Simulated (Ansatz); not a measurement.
Ligand exchange: CH2F2 + Ge(OH)4 → CH2F2O + GeH(OH)3

Species: CH2F2 (difluoromethane) `FCF`, singlet; Ge(OH)4, singlet; CH2F2O `OC(F)F`, singlet; GeH(OH)3, singlet. The partners trade H for OH: C–H and Ge–OH bonds give way to C–OH and Ge–H.

Shapes, held fixed at every level: PBE0-D4/def2-TZVP. Flexible molecules stand in one conformer, not always the lowest. Programs: Ansatz 0.2.0. The zero-point and thermal change to 298 K, harmonic and unscaled (PBE0-D4/def2-TZVP), is -6.0 kJ/mol.

```tsv
level	kind	ΔH(298 K) (kJ/mol)	less CCSD(T)/def2-TZVPP
HF/def2-SVP	Hartree–Fock	+35.9	-23.7
B3LYP-D4/def2-TZVPP	global hybrid	+53.6	-6.0
wB97X-V/def2-TZVPP	range-separated hybrid	+50.7	-8.9
MP2/def2-SVP	perturbation theory	+42.7	-16.9
CCSD(T)/def2-SVP	coupled cluster or CI	+37.7	-21.9
CCSD/def2-SVP	coupled cluster or CI	+39.1	-20.5
CCSD/def2-TZVPP	coupled cluster or CI	+60.1	+0.5
CCSD(T)/def2-TZVPP	coupled cluster or CI	+59.6	0.0
```

The highest level, CCSD(T)/def2-TZVPP, gives ΔH(298 K) = +59.6 kJ/mol; the levels span +35.9 to +60.1. The column of differences is taken from that level and isn't an error. No measured value is set beside it here. Relativity is left out for Ge. Outer-core shells of Ge are correlated in most correlated rows, in sets that cover them unevenly.

The exchange is endothermic at every level, so hydroxyl favours germanium over carbon in this pair. The more electropositive germanium forms strong, highly polar bonds to oxygen, whereas its bonds to hydrogen are comparatively weak; the reaction gives up one such Ge–O bond and a strong C–H bond. The new C–O bond, though probably strengthened by oxygen lone-pair donation into the C–F antibonding orbitals, does not make up the loss.

The basis set matters far more than the treatment of triple excitations: CCSD(T) rises from +37.7 to +59.6 kJ/mol on going from def2-SVP to def2-TZVPP, while CCSD stays close to CCSD(T) in either set. The smaller set probably describes the polarised Ge–O bonds of the reactant too poorly. Hartree–Fock's closeness to CCSD(T) in that set suggests that correlation largely cancels across the exchange, not that its value is reliable. The sign is therefore well supported, but with so large a basis-set shift, convergence of the magnitude at triple-zeta quality remains unshown.
